When a molecule loses or gains an electron, which atom carries the change? The Fukui values of an atom answer this in numbers. Fukui minus is the number of electrons the atom loses when the whole molecule loses one, and fukui plus is the number it gains when the molecule gains one. The nuclei stay fixed, and each column adds up to one electron. The task here is to match six lettered rows to the six atoms of one Ge₂H₄ structure.

Hirshfeld-condensed Fukui values of the atoms in singlet, neutral Ge₂H₄, computed with PySCF 2.14.0 using Kohn–Sham DFT with the LDA (SVWN) functional and the def2-TZVP basis. Fukui minus is for removal of one electron and fukui plus for attachment of one, giving a doublet cation and anion, all at the fixed GFN2-xTB geometry of the neutral molecule. Candidates: 1, 3, 5, 4, 2, 6.

```
row  fukui minus (e)  fukui plus (e)
  A            0.151           0.052
  B            0.425           0.278
  C            0.187           0.418
  D            0.108           0.087
  E            0.073           0.082
  F            0.056           0.083
```

Atoms 1 and 2 are germanium, and 3 to 6 are hydrogen. Atoms 3 and 4 are bound to germanium 1, and atoms 5 and 6 to germanium 2. The two germanium atoms differ in shape: the three bond angles add up to 237° at atom 1 and to 351° at atom 2. The first is therefore a steep pyramid, while the second is nearly flat.

Counting electrons shows why this matters. Two germanium atoms and four hydrogen atoms bring twelve valence electrons, and four Ge–H bonds and one Ge–Ge bond use ten of them. The last two have to go somewhere. A pyramidal germanium with bond angles as narrow as these binds mostly through its p orbitals and keeps a lone pair rich in s character. A flat one uses its bonding orbitals in the plane and leaves a p orbital empty across it. On this picture atom 1 has an electron pair to give, and atom 2 has room to take one.

Now the rows can be read. B and C are the germanium atoms: their two values add up to 0.70 and 0.61 e, while no other row exceeds about 0.20 e. Fukui plus alone would also single them out, whereas in fukui minus C lies only 0.036 e above A. B leads on removal and C on attachment. B is therefore the pyramidal atom 1, and C the flat atom 2.

Among the hydrogens, A stands out with the highest fukui minus and the lowest fukui plus. It responds like a neighbour of the lone pair, which points to atom 3 or 4. Atom 4 leans towards the other germanium and sits 2.1 Å above its plane, over the empty orbital. There its bond electrons can be partly drawn into that orbital and held more firmly, which would make them harder to remove. That argument favours atom 3 for row A.

D, E and F remain ambiguous. Their fukui plus values differ by at most 0.005 e, too little to interpret. Their fukui minus values differ more, but the lone-pair picture does not say how atom 4, on the giving germanium but leaning away, should rank against atoms 5 and 6 on the taking one. The result is two sure assignments, one probable one and three open ones.

The rows with their labels:

```
row  fukui minus (e)  computed element  fukui plus (e)
  1            0.425                Ge           0.278
  2            0.187                Ge           0.418
  3            0.151                 H           0.052
  4            0.056                 H           0.083
  5            0.073                 H           0.082
  6            0.108                 H           0.087
```

The labels confirm B as atom 1, C as atom 2 and A as atom 3. D, E and F turn out to be atoms 6, 5 and 4. The orbitals of the same calculation support the picture behind the first three. The highest occupied orbital (HOMO) lies mainly on germanium 1, and the lowest empty one (LUMO) mainly on germanium 2. Of all the hydrogens, atom 3 has by far the largest share of the HOMO. That fits its place in row A, but it does not prove the reason suggested for the weaker response of atom 4.

This suggests a simple model without fitted parameters. The electron density is the sum of the densities of the occupied orbitals. If the other orbitals stay frozen when an electron leaves the HOMO, the density lost is that of the HOMO alone:

fukui minus of an atom ≈ share of the HOMO on that atom

fukui plus of an atom ≈ share of the LUMO on that atom

For removal, the HOMO shares of the two germanium atoms are 0.635 and 0.108. The model therefore predicts a contrast of 0.635 − 0.108 = 0.527 e. The computed contrast is 0.425 − 0.187 = 0.238 e. The model names the right atom but makes the difference more than twice too large. For attachment it again names the right atom, and exaggerates the contrast about threefold.

Part of the reason is probably that the other electrons do not stay frozen. When one electron leaves, the rest shift towards the hole and partly fill it, so some of the loss shows up elsewhere. The calculation shows that they do move: in some regions the density rises although an electron has been removed, which a frozen HOMO could never produce. The way density is divided among atoms also affects the values, and these numbers do not separate the two effects. Together they place about 0.23 e on other atoms than the HOMO shares suggest.

A shift of that size spoils any fine ranking. The HOMO shares would put hydrogen 3 ahead of germanium 2 on removal, whereas the computed order is the reverse. They would also put hydrogen 4 ahead of hydrogen 5, again the opposite of the computed order, though that difference is small. Simply giving every atom the mean value of its element yields a smaller typical error than the frozen orbitals, as the output below shows. Those means are taken from the same six rows, however, and cannot tell one germanium from the other, which is what the orbitals do well.

The attachment column deserves less trust than the removal column. In the calculated anion the highest occupied level lies above zero, a common fault of local density functionals for negative ions, and the basis has no extra diffuse functions for a loosely held electron. It was also not checked whether the solution found for the anion is stable. Which germanium is which does not hang on this column alone, since fukui minus already places B well above C.

Germanium hydrides are precursors for the germanium and silicon–germanium films used in transistor channels. For a Ge₂H₄ fragment of this shape, the values suggest that an electron-poor partner would bind at atom 1 and an electron-rich one at atom 2. They say nothing about how fast a film grows. The contrast also belongs to the shape: in symmetric digermene the two germanium atoms are equivalent and must have equal values.

In practice, settle the geometry first, because here it decides which germanium gives and which takes. The present one comes from a tight-binding method. Higher-level calculations usually find digermene symmetric and trans-bent, so the lopsided shape here may be an error of that method. It should be re-optimised at a higher level before the contrast is used. Then the frontier orbitals can suggest the main site, as they did here, provided no other orbital lies close to them in energy. Take the amounts from the full density difference. Where atoms differ by only a few hundredths of an electron, leave their order open.

Numerical output:

```
Clues for the assignment:
  row  sum of both (e)  plus less minus (e)  distance to Ge 1 (A)  distance to Ge 2 (A)
    1            0.703               -0.147                     0                 2.461
    2            0.605                0.231                 2.461                     0
    3            0.203               -0.099                 1.611                 2.795
    4            0.139                0.027                 1.661                 2.365
    5            0.155                0.009                 3.556                 1.599
    6            0.195               -0.021                 3.812                 1.597
Frozen orbital against computed values:
  row  HOMO share  fukui minus less HOMO share (e)  LUMO share  fukui plus less LUMO share (e)
    1       0.635                            -0.21       0.179                           0.099
    2       0.108                            0.079       0.639                          -0.221
    3       0.169                           -0.018        0.01                           0.042
    4       0.036                             0.02       0.078                           0.005
    5       0.006                            0.067       0.043                           0.039
    6       0.047                            0.061       0.051                           0.036
Sum of the three bond angles at Ge 1 (degrees): 237.4
Sum of the three bond angles at Ge 2 (degrees): 350.8
Height of H 4 over the plane of Ge 2, H 5 and H 6 (A): 2.098
Fukui minus, ratio Ge 1 to Ge 2: 2.273
Fukui plus, ratio Ge 2 to Ge 1: 1.504
Fukui minus, Ge 1 less Ge 2 (e): 0.238
HOMO share, Ge 1 less Ge 2: 0.527
Fukui plus, Ge 2 less Ge 1 (e): 0.14
LUMO share, Ge 2 less Ge 1: 0.46
Removal, charge placed on other atoms than the HOMO shares say (e): 0.2275
Attachment, charge placed on other atoms than the LUMO shares say (e): 0.221
Fukui minus, rms miss of the frozen orbital (e): 0.09939
Fukui minus, rms miss of the element means (e): 0.07485
Fukui plus, rms miss of the frozen orbital (e): 0.1027
Fukui plus, rms miss of the element means (e): 0.042
Fukui minus, Ge 2 less H 3 (e): 0.036
Fukui minus, H 5 less H 4 (e): 0.017
HOMO share, H 5 less H 4: -0.03
```
